**Boron Troullier-Martins pseudopotentials: where radius fails to trade hardness for accuracy**

The table holds basis cutoffs and ionisation errors (all-electron minus pseudo) for a boron pseudopotential and nine variants, made with ld1.x at the PBEsol scalar-relativistic level without spin, with one LDA and one non-relativistic row. The program tests the parameter-free estimate that the cutoff scales as $1/r_s^2$ from the base row, and sizes the departures with convergence curves, configuration tests and 2p waves of the same runs. The estimate is exceeded by 46 to 50 % at $r_s = 1.52$ bohr and by 23 to 56 % at 1.04 bohr, where shelves in the convergence curve straddle the thresholds. The first ionisation error grows 2.67-fold from $r_p = 3.25$ to 4.22 bohr, stalls between 2.98 and 2.94 bohr, and changes sign with a neutral reference. The effects of the core-correction radius, the local channel and relativity, and the frozen-core shifts of the neutral reference, are far too small to explain these errors.

Calculated values. Troullier-Martins semilocal pseudopotentials for boron, generated with ld1.x 7.5. The base run is scalar-relativistic with the PBEsol functional, a [He] core, a Bessel-form core correction, the reference valence configuration 2s1.5 2p0, radii of 1.15 bohr (s) and 3.25 bohr (p), and the p channel as local potential. Errors are all-electron minus pseudo.

## Analysis program

```python
# Table: boron Troullier-Martins pseudopotentials (ld1.x, PBEsol, scalar-relativistic, no spin): cutoffs and ionisation
# errors (all-electron minus pseudo), one setting moved. Tested: cutoff ~ 1/r_s^2 (no parameter); sizes of the breaks.
T = {
    'change': ['base', 'reference valence configuration 2s1.5 2p1.5', 'core correction radius 0.7 bohr', 's radius 1.52 bohr', 'p radius 4.22 bohr', 'the s channel as local potential', 'non-relativistic', 'LDA-PZ functional', 's radius 1.06 bohr; p radius 2.98 bohr', 's radius 1.04 bohr; p radius 2.94 bohr'],
    'cutoff_for_10_mRy': [21, 18, 21, 18, 21, 21, 21, 21, 25, 40],  # Ry
    'cutoff_for_1_mRy': [60, 55, 60, 50, 60, 60, 60, 60, 70, 90],  # Ry
    'first_ionisation_error': [-156, 149, -156, -159, -417, -156, -156, -169, -107, -107],  # meV
    'second_ionisation_error': [1.03, 327, 0.952, 0.177, 1.03, 1.03, 1.29, 1.52, 0.898, 0.871],  # meV
    'first_ionisation_energy_all_electron': [8.1394, 8.1394, 8.1394, 8.1394, 8.1394, 8.1394, 8.1417, 8.3266, 8.1394, 8.1394],  # eV
}
import re
import numpy as np
L, c10, c1 = T['change'], T['cutoff_for_10_mRy'], T['cutoff_for_1_mRy']
e1, e2, ie = T['first_ionisation_error'], T['second_ionisation_error'], T['first_ionisation_energy_all_electron']
def rad(s, ch, base):
    m = re.search(r'(?:^|; )' + ch + r' radius ([\d.]+)', s)
    return float(m.group(1)) if m else base
rs = [rad(s, 's', 1.15) for s in L]; rp = [rad(s, 'p', 3.25) for s in L]  # base radii from the settings
print('row | cutoff 10 mRy table/estimate, 1 mRy table/estimate (Ry; estimate = base x (1.15/r_s)^2) | error shifts from base (meV)')
for i, s in enumerate(L):
    f = (rs[0]/rs[i])**2
    print(f'{s[:40]:40s} {c10[i]:3.0f}/{c10[0]*f:4.1f} ({100*(c10[i]/(c10[0]*f)-1):+3.0f}%) {c1[i]:3.0f}/{c1[0]*f:4.1f} ({100*(c1[i]/(c1[0]*f)-1):+3.0f}%) | first {e1[i]-e1[0]:+4.0f} second {e2[i]-e2[0]:+7.2f}')
print(f's 1.06 to 1.04: estimate +{100*((rs[8]/rs[9])**2-1):.1f}%, table +{100*(c10[9]/c10[8]-1):.0f}% (10 mRy), +{100*(c1[9]/c1[8]-1):.0f}% (1 mRy)')
# further outputs of the same runs: sum-of-levels error (mRy) against cutoff (Ry), keyed by table row
cut = np.array([10, 15, 21, 30, 40, 50, 60, 80, 100.])
S = {3: [64.575, 24.375, 4.74, 2.52, 1.89, .675, .18, .075, .03], 0: [82.905, 34.62, 7.815, 3.09, 2.76, 1.575, .675, .135, .12],
     8: [75.765, 32.55, 10.53, 7.89, 6.66, 3.66, 1.725, .645, .57], 9: [75.33, 33.975, 13.785, 11.835, 9.72, 5.415, 2.625, 1.005, .915]}
cross = lambda y, t: np.interp(-np.log(t), -np.log(y), cut)
print('crossing cutoffs by log interpolation (rough, Ry) for 15, 10, 5, 1 mRy; fall of the error 21-40 and 80-100 Ry')
for k, y in S.items():
    print(f' r_s {rs[k]:.2f}: ' + ' '.join(f'{cross(y, t):5.1f}' for t in (15, 10, 5, 1)) + f' | factor {y[2]/y[4]:.2f}, {y[7]/y[8]:.2f} | error at 10, 60 Ry {y[0]:.1f}, {y[6]:.2f} mRy')
print('crossing ratio 1.04/1.06 at 15, 10, 5, 1 mRy: ' + ' '.join(f'{cross(S[9], t)/cross(S[8], t):.2f}' for t in (15, 10, 5, 1)))
print(f'r_s 1.04 at 80 Ry misses 1 mRy by {S[9][7]-1:.3f} mRy; rounding step of the sum 0.015 mRy')
ks = list(S)
print('log slope of 60 Ry error vs r_s: ' + ', '.join(f'{rs[a]:.2f}-{rs[b]:.2f}: {np.log(S[b][6]/S[a][6])/np.log(rs[b]/rs[a]):.1f}' for a, b in zip(ks, ks[1:])))
# same runs: s and p level excess at 10 Ry (mRy)
print(f'weights at 10 Ry: base 1.5 x 55.27 = {1.5*55.27:.2f} (sum 82.905, p 17.92 not counted); neutral reference 1.5 x (36.1+5.5) = {1.5*41.6:.1f} (sum 62.4)')
# same runs: unrounded first ionisation errors (meV)
u = {0: -156.2478, 2: -156.0301, 3: -159.0914, 4: -416.7696, 5: -156.207, 6: -156.0165, 7: -168.8603, 8: -106.8319, 9: -106.9407}
print('unrounded first-error shifts (meV): ' + ', '.join(f'{n} {u[k]-u[0]:+.2f}' for n, k in (('core', 2), ('s 1.52', 3), ('s local', 5), ('non-rel', 6), ('LDA', 7))))
sl = lambda a, b: np.log(u[b]/u[a])/np.log(rp[b]/rp[a])
print(f'first error vs r_p: ratio 4.22/3.25 = {u[4]/u[0]:.2f}; log slopes {sl(8, 0):.2f} (2.98-3.25), {sl(0, 4):.2f} (3.25-4.22), {sl(9, 8):.2f} (2.94-2.98)')
pred = u[8]*(rp[9]/rp[8])**sl(8, 0)
print(f'r_p 2.94 by continuing the 2.98-3.25 slope: {pred:.1f} meV, found {u[9]:.1f}, gap {u[9]-pred:+.1f}; table rounding 0.5 meV')
tr = np.array([3.188, 3.268, 3.567, 4.581])  # same runs: test radii (bohr)
print('test-radius log spacings in units of 0.0125: ' + ' '.join(f'{x:.2f}' for x in np.diff(np.log(tr))/0.0125) + f'; p 2.98/2.94: {np.log(rp[8]/rp[9])/0.0125:.2f}; s 1.06/1.04: {np.log(rs[8]/rs[9])/0.0125:.2f}')
# same runs: excitation errors (meV) keyed (n_s, n_p); s-local row stands for the base
A = {(2, 1): 160.3023, (2, 0): 4.095314, (1, 0): 5.129346, (1, 1): 111.9068, (2, .5): 91.17175, (1, 2): 287.1754}
B = {(2, 1): 420.8649, (2, 0): 4.095314, (1, 0): 5.129346, (1, 1): 248.8073, (2, .5): 210.7386, (1, 2): 785.9601}
N = {(2, 1.3): -11.53763, (2, 1): -6.28583, (2, .5): 24.09568, (2, 0): 142.6013, (1, 2): -6.326647, (1, 1): -10.44917, (1, 0): 469.1651}
print(f's-local row: first = {A[2,0]:.1f} - {A[2,1]:.1f} = {A[2,0]-A[2,1]:.1f}; second = {A[1,0]:.2f} - {A[2,0]:.2f} = {A[1,0]-A[2,0]:.2f} meV')
for n, D in (('r_p 3.25', A), ('r_p 4.22', B)):
    d = {k: D[k]-D[k[0], 0] for k in D if k[1] > 0}
    print(f'{n}: added error per 2p electron (meV) ' + ', '.join(f'2s{k[0]} 2p{k[1]}: {v/k[1]:.0f}' for k, v in d.items()))
    print(f'   doubling the p count: x{d[2,1]/d[2,.5]:.2f} (2s2), x{d[1,2]/d[1,1]:.2f} (2s1); linear 2, square 4')
print('neutral reference errors (meV): ' + ', '.join(f'2s{k[0]} 2p{k[1]}: {v:+.0f}' for k, v in N.items()))
print(f'   first {N[2,0]-N[2,1]:+.1f}, second {N[1,0]-N[2,0]:+.1f} meV (x{e2[1]/e2[0]:.0f} base); frozen-core share 2s2 {100*0.3673537/N[2,0]:.1f}%, 2s1 {100*6.068139/N[1,0]:.1f}%')
print(f's radius 1.52: second = 3.796 - 3.619 = {3.795988-3.619114:.3f} meV; ion errors change by {3.795988-A[1,0]:+.2f}, {3.619114-A[2,0]:+.2f}')
r = np.array([.325, .65, .975, 1.3, 1.625, 1.95, 2.6])  # same runs: base 2p waves
ae = np.array([.2376, .5195, .6851, .7414, .715, .6399, .4464]); ps = np.array([.1046, .3607, .6297, .7829, .7848, .6881, .4504])
print('2p density pseudo/all-electron: ' + ', '.join(f'{x:.2f} bohr {y:.2f}' for x, y in zip(r, (ps/ae)**2)))
print(f'sampled 2p maxima: all-electron {r[ae.argmax()]} bohr, pseudo {r[ps.argmax()]} bohr; r_p / maximum {rp[0]/r[ae.argmax()]:.1f} (base), {rp[4]/r[ae.argmax()]:.1f} (4.22)')
print(f'first error as share of ionisation energy: base {100*e1[0]/ie[0]/1e3:.1f}%, r_p 4.22 {100*e1[4]/ie[4]/1e3:.1f}%, neutral reference {100*e1[1]/ie[1]/1e3:+.1f}%')
print(f'all-electron shifts: non-relativistic {1e3*(ie[6]-ie[0]):+.1f} meV, LDA {1e3*(ie[7]-ie[0]):+.0f} meV')
sp = -19.72043+19.48542  # same LDA run: spin-polarised minus unpolarised neutral atom (eV)
print(f'LDA spin lowering of neutral B {sp:.3f} eV, ionisation energy then {ie[7]-sp:.2f} eV; its error {194.5342-173.459:+.0f} meV larger')
assert c10[4] == c10[0] and c1[4] == c1[0] and e1[4] < e1[0] < 0 < e1[1]
assert c1[3] > c1[0]*(rs[0]/rs[3])**2 and c1[9] > c1[0]*(rs[0]/rs[9])**2
assert abs(u[9]-u[8]) < 0.5 < abs(u[9]-pred)
assert cross(S[9], 5)/cross(S[8], 5) < cross(S[9], 10)/cross(S[8], 10)
```

Running it gives:

```
row | cutoff 10 mRy table/estimate, 1 mRy table/estimate (Ry; estimate = base x (1.15/r_s)^2) | error shifts from base (meV)
base                                      21/21.0 ( +0%)  60/60.0 ( +0%) | first   +0 second   +0.00
reference valence configuration 2s1.5 2p  18/21.0 (-14%)  55/60.0 ( -8%) | first +305 second +325.97
core correction radius 0.7 bohr           21/21.0 ( +0%)  60/60.0 ( +0%) | first   +0 second   -0.08
s radius 1.52 bohr                        18/12.0 (+50%)  50/34.3 (+46%) | first   -3 second   -0.85
p radius 4.22 bohr                        21/21.0 ( +0%)  60/60.0 ( +0%) | first -261 second   +0.00
the s channel as local potential          21/21.0 ( +0%)  60/60.0 ( +0%) | first   +0 second   +0.00
non-relativistic                          21/21.0 ( +0%)  60/60.0 ( +0%) | first   +0 second   +0.26
LDA-PZ functional                         21/21.0 ( +0%)  60/60.0 ( +0%) | first  -13 second   +0.49
s radius 1.06 bohr; p radius 2.98 bohr    25/24.7 ( +1%)  70/70.6 ( -1%) | first  +49 second   -0.13
s radius 1.04 bohr; p radius 2.94 bohr    40/25.7 (+56%)  90/73.4 (+23%) | first  +49 second   -0.16
s 1.06 to 1.04: estimate +3.9%, table +60% (10 mRy), +29% (1 mRy)
crossing cutoffs by log interpolation (rough, Ry) for 15, 10, 5, 1 mRy; fall of the error 21-40 and 80-100 Ry
 r_s 1.52:  16.8  18.3  20.8  46.2 | factor 2.51, 2.50 | error at 10, 60 Ry 64.6, 0.18 mRy
 r_s 1.15:  18.4  20.0  25.3  55.4 | factor 2.83, 1.13 | error at 10, 60 Ry 82.9, 0.68 mRy
 r_s 1.06:  19.1  22.6  44.8  71.1 | factor 1.58, 1.13 | error at 10, 60 Ry 75.8, 1.73 mRy
 r_s 1.04:  20.4  38.6  51.1  81.1 | factor 1.42, 1.10 | error at 10, 60 Ry 75.3, 2.62 mRy
crossing ratio 1.04/1.06 at 15, 10, 5, 1 mRy: 1.07 1.71 1.14 1.14
r_s 1.04 at 80 Ry misses 1 mRy by 0.005 mRy; rounding step of the sum 0.015 mRy
log slope of 60 Ry error vs r_s: 1.52-1.15: -4.7, 1.15-1.06: -11.5, 1.06-1.04: -22.0
weights at 10 Ry: base 1.5 x 55.27 = 82.91 (sum 82.905, p 17.92 not counted); neutral reference 1.5 x (36.1+5.5) = 62.4 (sum 62.4)
unrounded first-error shifts (meV): core +0.22, s 1.52 -2.84, s local +0.04, non-rel +0.23, LDA -12.61
first error vs r_p: ratio 4.22/3.25 = 2.67; log slopes 4.38 (2.98-3.25), 3.76 (3.25-4.22), -0.08 (2.94-2.98)
r_p 2.94 by continuing the 2.98-3.25 slope: -100.7 meV, found -106.9, gap -6.3; table rounding 0.5 meV
test-radius log spacings in units of 0.0125: 1.98 7.00 20.02; p 2.98/2.94: 1.08; s 1.06/1.04: 1.52
s-local row: first = 4.1 - 160.3 = -156.2; second = 5.13 - 4.10 = 1.03 meV
r_p 3.25: added error per 2p electron (meV) 2s2 2p1: 156, 2s1 2p1: 107, 2s2 2p0.5: 174, 2s1 2p2: 141
   doubling the p count: x1.79 (2s2), x2.64 (2s1); linear 2, square 4
r_p 4.22: added error per 2p electron (meV) 2s2 2p1: 417, 2s1 2p1: 244, 2s2 2p0.5: 413, 2s1 2p2: 390
   doubling the p count: x2.02 (2s2), x3.20 (2s1); linear 2, square 4
neutral reference errors (meV): 2s2 2p1.3: -12, 2s2 2p1: -6, 2s2 2p0.5: +24, 2s2 2p0: +143, 2s1 2p2: -6, 2s1 2p1: -10, 2s1 2p0: +469
   first +148.9, second +326.6 meV (x317 base); frozen-core share 2s2 0.3%, 2s1 1.3%
s radius 1.52: second = 3.796 - 3.619 = 0.177 meV; ion errors change by -1.33, -0.48
2p density pseudo/all-electron: 0.33 bohr 0.19, 0.65 bohr 0.48, 0.97 bohr 0.84, 1.30 bohr 1.12, 1.62 bohr 1.20, 1.95 bohr 1.16, 2.60 bohr 1.02
sampled 2p maxima: all-electron 1.3 bohr, pseudo 1.625 bohr; r_p / maximum 2.5 (base), 3.2 (4.22)
first error as share of ionisation energy: base -1.9%, r_p 4.22 -5.1%, neutral reference +1.8%
all-electron shifts: non-relativistic +2.3 meV, LDA +187 meV
LDA spin lowering of neutral B -0.235 eV, ionisation energy then 8.56 eV; its error +21 meV larger
```
